**Student:** My notes say that the resonance-to-antiresonance ratios of a piezoelectric resonator, squared and multiplied over all modes, give $1-k^2$. The coupling factor is a static quantity. Why should resonances know about it?

**Lecturer:** Because one function of frequency holds both. Premises first. The body is linear and lossless. It is small against the electromagnetic wavelength, so the field is quasi-electrostatic. It has one pair of electrodes, with voltage $V$ and charge $Q$, and time goes as $e^{j\omega t}$. Define the dynamic capacitance $C(\omega)=Q/V$, so that $Y=j\omega C(\omega)$. A resonance $f_r$ is a pole of $Y$, a natural frequency with the electrodes shorted. An antiresonance $f_a$ is a zero of $Y$ at nonzero frequency, a natural frequency with the electrodes open.

Start with $N$ mechanical coordinates in a vector $\mathbf u$, with a positive definite mass matrix $M$. Linearity makes the electric enthalpy quadratic:

$$H=\tfrac12\mathbf u^TK\mathbf u-V\,\boldsymbol\theta^T\mathbf u-\tfrac12C_0V^2 .$$

$K$ is the short-circuit stiffness, $\boldsymbol\theta$ the real coupling vector, and $C_0>0$. The force is $-\partial H/\partial\mathbf u$ and the charge is $-\partial H/\partial V$:

$$(K-\omega^2M)\,\mathbf u=\boldsymbol\theta V,\qquad Q=C_0V+\boldsymbol\theta^T\mathbf u.\tag{1}$$

So $C_0$ is the capacitance with every coordinate in $\mathbf u$ held at zero. Remember that wording. Eliminating $\mathbf u$,

$$C(\omega)=C_0+\boldsymbol\theta^T(K-\omega^2M)^{-1}\boldsymbol\theta.\tag{2}$$

**Student:** A free body has rigid translations and rotations, so $K$ has no inverse at $\omega=0$.

**Lecturer:** Rigid motion makes no strain and so no charge: $\boldsymbol\theta$ has no component along those modes. Drop them, and $K$ is positive definite on the rest. Take the short-circuit modes, $K\boldsymbol\phi_n=\omega_{r,n}^2M\boldsymbol\phi_n$ with $\boldsymbol\phi_m^TM\boldsymbol\phi_n=\delta_{mn}$. In this basis the inverse in (2) is diagonal, and

$$C(\omega)=C_0+\sum_{n}\frac{C_n}{1-\omega^2/\omega_{r,n}^2},\qquad C_n=\frac{(\boldsymbol\theta^T\boldsymbol\phi_n)^2}{\omega_{r,n}^2}\ge0.\tag{3}$$

Each term of $j\omega C$ is the admittance of a series branch with motional capacitance $C_n$ and inductance $L_n=1/(\omega_{r,n}^2C_n)$, all in parallel with $C_0$. Set $\omega=0$ and call $C(0)=C_{\rm free}$:

$$\sum_nC_n=C_{\rm free}-C_0.\tag{4}$$

That is the sum rule. For the coupling factor, raise $V$ slowly. The source delivers $\tfrac12C_{\rm free}V^2$. By (1) the displacement is $\mathbf u=K^{-1}\boldsymbol\theta V$, and the elastic term is $\tfrac12\mathbf u^TK\mathbf u=\tfrac12V^2\boldsymbol\theta^TK^{-1}\boldsymbol\theta=\tfrac12(C_{\rm free}-C_0)V^2$. The ratio of the two defines the static coupling factor, $k^2=1-C_0/C_{\rm free}$.

**Student:** And the product comes from Foster interlacing?

**Lecturer:** Not from interlacing. It comes from factorisation. Open the circuit: $Q=0$ gives $V=-\boldsymbol\theta^T\mathbf u/C_0$, and (1) becomes $(K^D-\omega^2M)\mathbf u=0$ with $K^D=K+\boldsymbol\theta\boldsymbol\theta^T/C_0$. Its eigenvalues are the $\omega_{a,n}^2$. Put $A=K-\omega^2M$. Then $K^D-\omega^2M=A\,(1+A^{-1}\boldsymbol\theta\boldsymbol\theta^T/C_0)$. The matrix $A^{-1}\boldsymbol\theta\boldsymbol\theta^T/C_0$ has rank one, so its eigenvalues are zeros and its trace, $\boldsymbol\theta^TA^{-1}\boldsymbol\theta/C_0$. The determinant of the bracket is one plus that trace, which by (2) is $C(\omega)/C_0$. Each determinant is $\det M$ times the product of its eigenvalue factors, so

$$\frac{C(\omega)}{C_0}=\frac{\det(K^D-\omega^2M)}{\det(K-\omega^2M)}=\prod_{n=1}^N\frac{\omega_{a,n}^2-\omega^2}{\omega_{r,n}^2-\omega^2}.\tag{5}$$

Set $\omega=0$ and invert:

$$\prod_{n=1}^N\left(\frac{f_{r,n}}{f_{a,n}}\right)^2=\frac{C_0}{C_{\rm free}}=1-k^2.\tag{6}$$

The static value and the high-frequency value of one rational function are tied by its poles and zeros. That answers your first question.

**Student:** Then interlacing is decoration?

**Lecturer:** It says where the zeros are. Keep the modes with $C_n>0$, merging any that share a frequency, and let $z=\omega^2$, $z_n=\omega_{r,n}^2$. From (3), $dC/dz=\sum C_nz_n/(z_n-z)^2>0$. Below the first pole every term is positive, so there is no zero. Between neighbouring poles $C$ climbs from $-\infty$ to $+\infty$ and crosses zero once. Above the last pole it climbs from $-\infty$ to $C_0>0$ and crosses once more. Hence $f_{r,1}<f_{a,1}<f_{r,2}<f_{a,2}<\dots$, the alternation of Foster's reactance theorem of 1924. Every factor in (6) is then below one, and partial products fall monotonically. A mode with $\boldsymbol\theta^T\boldsymbol\phi_n=0$ is an eigenvector of both problems with the same eigenvalue. It cancels in (5) and contributes a factor of one.

**Student:** A ceramic bar has infinitely many modes. In (5) numerator and denominator each diverge. You can't just write $N=\infty$.

**Lecturer:** Agreed, so solve the bar exactly. Length $L$ along $x_1$, from $-L/2$ to $L/2$; width $w$; thickness $t$ along the poling axis $x_3$; both faces normal to $x_3$ fully electroded; ends free. With $w$ and $t$ small against the acoustic wavelength, the traction-free sides make every stress but $T_1$ negligible. The electrodes are equipotentials a small distance apart, so $E_3=V/t$ is uniform, with $V$ and $Q$ referred to the electrode from which a positive $E_3$ points. The constitutive equations shrink to

$$S_1=s_{11}^ET_1+d_{31}E_3,\qquad D_3=d_{31}T_1+\varepsilon_{33}^TE_3.\tag{7}$$

Solve the first for $T_1=(S_1-d_{31}E_3)/s_{11}^E$ and insert it in the second:

$$D_3=\frac{d_{31}}{s_{11}^E}S_1+\varepsilon_{33}^T(1-k_{31}^2)E_3,\qquad k_{31}^2=\frac{d_{31}^2}{s_{11}^E\varepsilon_{33}^T}.\tag{8}$$

Newton's law is $-\rho\omega^2u=\partial T_1/\partial x_1$ with $S_1=\partial u/\partial x_1$. Since $E_3$ does not depend on $x_1$, this is $u''+q^2u=0$, with $q=\omega/v$ and $v=(\rho s_{11}^E)^{-1/2}$. Write $u=a\sin qx_1+b\cos qx_1$ and $X=qL/2$. Free ends need $S_1=d_{31}E_3$ at $x_1=\pm L/2$, that is $aq\cos X\mp bq\sin X=d_{31}E_3$. The difference gives $b\sin X=0$. The cosine solutions, the even overtones, are not driven, and they are the uncoupled modes of a moment ago. The sum gives $a=d_{31}E_3/(q\cos X)$. Integrate (8) over the electrode. The strain integrates to $u(L/2)-u(-L/2)=2a\sin X=d_{31}E_3L\tan X/X$, because $2/q=L/X$. With $C^T=\varepsilon_{33}^TLw/t$,

$$\frac{C(\omega)}{C^T}=\Phi(X)=1-k_{31}^2+k_{31}^2\frac{\tan X}{X}.\tag{9}$$

The poles are at $X=r_n=n\pi/2$ with $n$ odd, so $f_{r,n}=nv/2L$. At $X\to0$, $\Phi=1$, and $C_{\rm free}=C^T$.

**Student:** Now the motional capacitances.

**Lecturer:** We need one theorem, Hadamard's factorisation: an entire function $g(z)$ with $|g|\le\exp(|z|^{1/2})$, so of order below one, and with $g(0)\neq0$, equals $g(0)\prod(1-z/z_k)$ over its zeros. Take $z=X^2$. The cosine is an entire function of $z$, and its power series gives $|\cos X|\le\cosh|X|\le e^{|X|}$. Therefore $\cos X=\prod_{n\,\rm odd}(1-X^2/r_n^2)$. The logarithmic derivative is $-\tan X=-\sum2X/(r_n^2-X^2)$, or

$$\frac{\tan X}{X}=\sum_{n\,\rm odd}\frac{2}{r_n^2-X^2}=\sum_{n\,\rm odd}\frac{8}{n^2\pi^2}\,\frac{1}{1-\omega^2/\omega_{r,n}^2}.\tag{10}$$

Compare (9) and (10) with (3):

$$C_0=(1-k_{31}^2)\,C^T,\qquad C_n=\frac{8k_{31}^2}{n^2\pi^2}\,C^T,\quad n=1,3,5,\dots\tag{11}$$

At $X\to0$, (10) reads $1=\sum_{n\,\rm odd}8/(n^2\pi^2)$, so $\sum C_n=k_{31}^2C^T=C^T-C_0$. That is (4) for the infinite series, and the static $k^2$ is $k_{31}^2$. Since $C_n\propto n^{-2}$ and $\omega_{r,n}^2\propto n^2$, all $L_n$ are equal, $L_n=\rho (s_{11}^E)^2Lt/(8d_{31}^2w)$.

**Student:** You said to remember the wording about $C_0$. I would have called it the clamped capacitance, $\varepsilon_{33}^SLw/t$.

**Lecturer:** It is not that. The only coordinate in this model is $u(x_1)$. By (8), $C_0$ belongs to $S_1=0$ with width and thickness still stress-free. Clamp the width as well and the value drops. With $s_{12}^E=-\sigma s_{11}^E$ and $S_1=S_2=0$, the in-plane isotropy of the poled ceramic gives $T_1=T_2=-d_{31}E_3/[s_{11}^E(1-\sigma)]$, and $D_3=\varepsilon_{33}^TE_3+2d_{31}T_1=\varepsilon_{33}^TE_3[1-2k_{31}^2/(1-\sigma)]$. Clamping the thickness too lowers it again, to $\varepsilon_{33}^S$, because each added constraint removes a non-negative piece from $\boldsymbol\theta^TK^{-1}\boldsymbol\theta$. "Clamped" means clamped in the motions whose modes you count. "Free" is relative as well: a mounted bar has the $C_{\rm free}$ of its mounting.

**Student:** Fine. The infinite product is still owed.

**Lecturer:** Four steps. First, the zeros. In terms of $z=X^2$, (9) and (10) give $\operatorname{Im}\Phi=\operatorname{Im}z\sum2k_{31}^2/|r_n^2-z|^2$, which vanishes only for real $z$. On the real $z$ axis the monotonicity argument holds as before, so there is exactly one simple zero $X=a_n$ above each pole $r_n$ and below the next, and none below $r_1$.

Second, the gap. Write $a_n=r_n+\delta_n$. For odd $n$, $\tan(r_n+\delta)=-\cot\delta$, and $\Phi=0$ becomes

$$a_n\tan\delta_n=\kappa,\qquad\kappa=\frac{k_{31}^2}{1-k_{31}^2}.\tag{12}$$

Since $\kappa>0$, $0<\delta_n<\pi/2$, where $\delta_n<\tan\delta_n$. Then $a_n^2-r_n^2=2a_n\delta_n-\delta_n^2<2\kappa$ for every $n$. It follows that $\ln(a_n^2/r_n^2)<2\kappa/r_n^2$, whose sum is $\kappa$, so $P=\prod r_n^2/a_n^2$ converges to a nonzero number.

Third, factorise. $G=\Phi\cos X=(1-k_{31}^2)\cos X+k_{31}^2\sin X/X$ is entire in $z$, obeys the same bound since $|\sin X/X|\le\sinh|X|/|X|\le e^{|X|}$, and has $G(0)=1$. At a pole $r_n$ it equals $k_{31}^2\sin r_n/r_n\ne0$, so its zeros are the $a_n^2$ and no others. The theorem gives

$$\Phi(X)=\prod_{n\,\rm odd}\frac{1-X^2/a_n^2}{1-X^2/r_n^2}.\tag{13}$$

**Student:** And now $X\to\infty$? The tangent has no limit. It hits a pole in every interval.

**Lecturer:** On the real axis, yes. So the fourth step goes down the imaginary axis, $X=-jy$ with $y>0$, where $j\omega=2vy/L$ is real and positive. Physically that is a drive growing as a real exponential in time, so fast that inertia holds the bar still. Equation (9) becomes $\Phi=1-k_{31}^2+k_{31}^2\tanh y/y$, which tends to $1-k_{31}^2$. Equation (13) becomes

$$\Phi(-jy)=P\cdot\Pi(y),\qquad\Pi(y)=\prod_{n\,\rm odd}\frac{a_n^2+y^2}{r_n^2+y^2}.$$

Each factor of $\Pi$ is $1+(a_n^2-r_n^2)/(r_n^2+y^2)$. The gap bound, $\ln(1+s)\le s$ and (10) at $X=-jy$ give

$$0\le\ln\Pi(y)\le\sum_{n\,\rm odd}\frac{2\kappa}{r_n^2+y^2}=\kappa\,\frac{\tanh y}{y}\to0 .$$

So $\Pi\to1$. Frequency is proportional to $X$, and therefore

$$\prod_{n\,\rm odd}\left(\frac{f_{r,n}}{f_{a,n}}\right)^2=\frac{C_0}{C^T}=1-k_{31}^2.\tag{14}$$

Here interlacing does real work. It fixes the pairing of each zero with the pole below it, and without a pairing the infinite product has no meaning.

**Student:** I like a check that could fail.

**Lecturer:** Expand (12) in $1/r_n$. From $\delta+\delta^3/3+\dots=(\kappa/r)(1-\delta/r+\dots)$ you get $\delta=\kappa/r-(\kappa^2+\kappa^3/3)/r^3+\dots$, and

$$\ln\frac{a_n^2}{r_n^2}=2\ln\left(1+\frac{\delta_n}{r_n}\right)=\frac{2\kappa}{r_n^2}-\frac{3\kappa^2+\tfrac23\kappa^3}{r_n^4}+\dots\tag{15}$$

Later terms start at $\kappa^3$. The $X^2$ term of (10), with $\tan X/X=1+X^2/3+\dots$, gives $\sum r_n^{-4}=1/6$. The sum of (15) is then $\kappa-\kappa^2/2+O(\kappa^3)$, and (14) demands $-\ln(1-k_{31}^2)=\ln(1+\kappa)$, which has the same expansion.

Equation (15) also measures the tail. Let $P_N$ be the product up to odd $N$. To leading order

$$1-k_{31}^2\simeq P_N\,e^{-\kappa T_N},\qquad T_N=\sum_{n>N}\frac{8}{n^2\pi^2}\simeq\frac{4}{\pi^2(N+1)},\tag{16}$$

the last form by the midpoint rule on odd $n$. Expanding the exponential, $1-P_N\simeq k_{31}^2(1-T_N)$. The convergence goes as $1/N$, which is slow.

**Student:** Where does all this stop being true?

**Lecturer:** Five places. First, fixture. A stray capacitance $C_p$ in parallel adds to both $C_0$ and $C_{\rm free}$. The sum rule survives, the poles stay, the zeros move down, and the product becomes $(C_0+C_p)/(C^T+C_p)$. A series lead inductance adds a pole with no partner and breaks the premise that $C$ tends to $C_0$.

Second, linearity: small drive, fixed poling, and material constants that do not drift with frequency over the band of modes used.

Third, completeness. Equation (6) needs every coupled mode of the set that defines $C_0$. A missed pair leaves the product too high and $k^2$ too low.

Fourth, loss. Give branch $n$ a resistance $R_n=1/(\omega_{r,n}C_nQ_m)$. Its susceptance $-X_m/(R_n^2+X_m^2)$, with $X_m$ the branch reactance, has the minimum $-1/2R_n$ at $X_m=R_n$. The total susceptance reaches zero only if $1/2R_n\ge\omega C_0$, taking $C_0$ as the background, that is

$$\mathcal M_n=\frac{Q_mC_n}{C_0}=\frac{8\kappa Q_m}{n^2\pi^2}\ge2.\tag{17}$$

As $\mathcal M_n$ falls towards 2 the zero-phase frequencies leave the lossless pole and zero, and below 2 they do not exist. The rule then applies only to the circuit fitted to the data with its resistances set to zero.

Fifth, the slender-bar premise. Estimate the first correction from lateral inertia. With $T_2=0$, $S_2=s_{12}^ET_1+d_{31}E_3=-\sigma S_1+(1+\sigma)d_{31}E_3$. The sideways displacement is $x_2S_2$, and the mean of $x_2^2$ is $w^2/12$, so the Lagrangian density gains $\tfrac12\rho\omega^2(w^2/12)S_2^2$. Let $\eta_n=(n\pi w/L)^2/12$ and use $\rho s_{11}^E\omega^2=q^2=(n\pi/L)^2$ at resonance. The $S_1^2$ part raises the modal mass by the fraction $\sigma^2\eta_n$ and lowers pole and zero together by the fraction $\sigma^2\eta_n/2$. The cross term multiplies the coupling $d_{31}S_1E_3/s_{11}^E$ by $1-\sigma(1+\sigma)\eta_n$, so $C_n$ falls by the fraction $2\sigma(1+\sigma)\eta_n$. The $E_3^2$ part adds $(1+\sigma)^2k_{31}^2\varepsilon_{33}^T\eta_n$ to the permittivity $\varepsilon_{33}^T(1-k_{31}^2)$ of (8), which raises the shunt capacitance by the fraction $(1+\sigma)^2\kappa\eta_n$. The gap goes as $C_n$ over the shunt, so it falls by the fraction $[2\sigma(1+\sigma)+(1+\sigma)^2\kappa]\eta_n$. Multiply by $8\kappa/n^2\pi^2$ from (15): each mode raises $\ln P_N$ by about $\tfrac23\kappa(1+\sigma)[2\sigma+(1+\sigma)\kappa](w/L)^2$, whatever $n$. Thickness terms of this kind carry $t^2$ in place of $w^2$. Near $n\approx L/w$ the width resonance arrives, and the product of a real bar then heads on down towards the more fully clamped ratios.

**Student:** Numbers, please.

**Lecturer:** Take typical values for a hard PZT ceramic as inputs: $d_{31}=-123$ pC/N, $s_{11}^E=12.3\times10^{-12}$ m²/N, $\varepsilon_{33}^T=1300\,\varepsilon_0$, $\rho=7500$ kg/m³, $\sigma=0.33$, $Q_m=500$. Let $L=40$ mm, $w=2$ mm, $t=0.5$ mm. All that follows is the model's, with unrounded values carried through. We get $k_{31}^2=0.1069$, $k_{31}=0.327$, $\kappa=0.1196$, $v=3292$ m/s, $C^T=1841.7$ pF, $C_0=1644.9$ pF, $C^T-C_0=196.8$ pF and $L_n=93.75$ mH. Solving (12) for each mode:

| $n$ | $f_r$ (kHz) | $f_a$ (kHz) | $C_n$ (pF) | $(f_r/f_a)^2$ | $P_n$ | $1-P_n$ |
|---|---|---|---|---|---|---|
| 1 | 41.16 | 43.06 | 159.5 | 0.9135 | 0.9135 | 0.0865 |
| 3 | 123.47 | 124.13 | 17.7 | 0.9894 | 0.9038 | 0.0962 |
| 5 | 205.78 | 206.18 | 6.4 | 0.9961 | 0.9003 | 0.0997 |
| 7 | 288.09 | 288.37 | 3.3 | 0.9980 | 0.8985 | 0.1015 |

The limit is $1-k_{31}^2=0.8931$. The four capacitances add to 186.9 pF out of 196.8 pF, and $T_7=0.0504$. After four modes $P_7$ is still 0.0054 above the limit. The tail factor is $e^{-\kappa T_7}=0.9940$, and (16) turns $P_7$ into 0.8931. For contrast, the ratio with length and width both clamped is $1-2k_{31}^2/(1-\sigma)=0.681$, far from what the length overtones give.

**Student:** Something is off. A single branch across $C_0$ obeys (6) with $N=1$, which is $C_0/(C_0+C_1)=0.9116$. Your first row says 0.9135.

**Lecturer:** Both are right, for different networks. Cutting off branches moves the zeros. At the first antiresonance the higher branches are below their own resonances and act as extra capacitance, which pulls the zero down towards its pole. Lump them in at their static values, so that the shunt is $C^T-C_1$, and (6) gives $1-C_1/C^T=0.9134$, close to the table. The partial product of the true frequencies is not the full product of a truncated circuit.

**Student:** How many overtones for $k_{31}^2$ to one per cent, without the tail factor?

**Lecturer:** You need $T_N<0.01$. We have $T_{39}=0.0101$ and $T_{41}=0.0096$, so 21 modes, up to $n=41$. This bar cannot supply them, since its width resonance lies near $n\approx L/w=20$. Loss ends things sooner. Equation (17) gives $\mathcal M_n=48$, 5.4, 1.9 and 1.0 for the four rows, if $Q_m$ is the same for all. The third overtone has clear zero-phase points, the fifth sits at the margin, and the seventh has none.

Lateral inertia has $\eta_1=0.0021$. The common downward shift is 0.10 %, 0.28 % and 0.55 % for $n=3,5,7$, against gaps $(f_a-f_r)/f_r$ of 0.54 %, 0.19 % and 0.10 %. From $n=5$ on the shift exceeds the gap, so the trailing digits of those frequencies only serve to resolve the model's pairs. Always divide a pole by its own zero, and never use $nf_{r,1}$ in place of an observed $f_{r,n}$. The $C_n$ fall by about 0.2 %, 1.6 %, 4.5 % and 8.8 %. Each mode lifts $\ln P_N$ by about $2\times10^{-4}$, and four modes by $9\times10^{-4}$. That is well under the tail of 0.0054, but it means a real bar of this shape follows $P_7$ to three decimals at best. Thickness terms are scaled by $(t/w)^2=1/16$.

**Student:** Then why not take (12) at $n=1$? It gives $\kappa=\frac{\pi}{2}\frac{f_a}{f_r}\tan\left[\frac{\pi}{2}\frac{f_a-f_r}{f_r}\right]$ from two frequencies.

**Lecturer:** For a uniform slender bar with full electrodes, do exactly that. But (12) leans on the mode shape, while (4) and (6) hold for any shape, electrode pattern or mounting, with that structure's own $k^2$. A length-extensional bar etched from an AlN film on a chip is a case in point. With round approximate inputs $d_{31}=-2.0$ pC/N, $s_{11}^E=3.0\times10^{-12}$ m²/N and $\varepsilon_{33}^T=10\,\varepsilon_0$, the bare-bar model has $k_{31}^2=0.0151$, and (12) gives $1-(f_r/f_a)^2=0.0122$ for the fundamental, whatever the size. That is 0.81 of the static coupling, the weak-coupling share $8/\pi^2$, and the PZT model gives 0.81 too. On the chip, metal electrodes and anchors alter the mode shapes and redistribute the $C_n$, so (11) and (12) no longer hold as written. The $C_n$ must still add up to $C_{\rm free}-C_0$, and the paired ratios must still multiply to $C_0/C_{\rm free}$.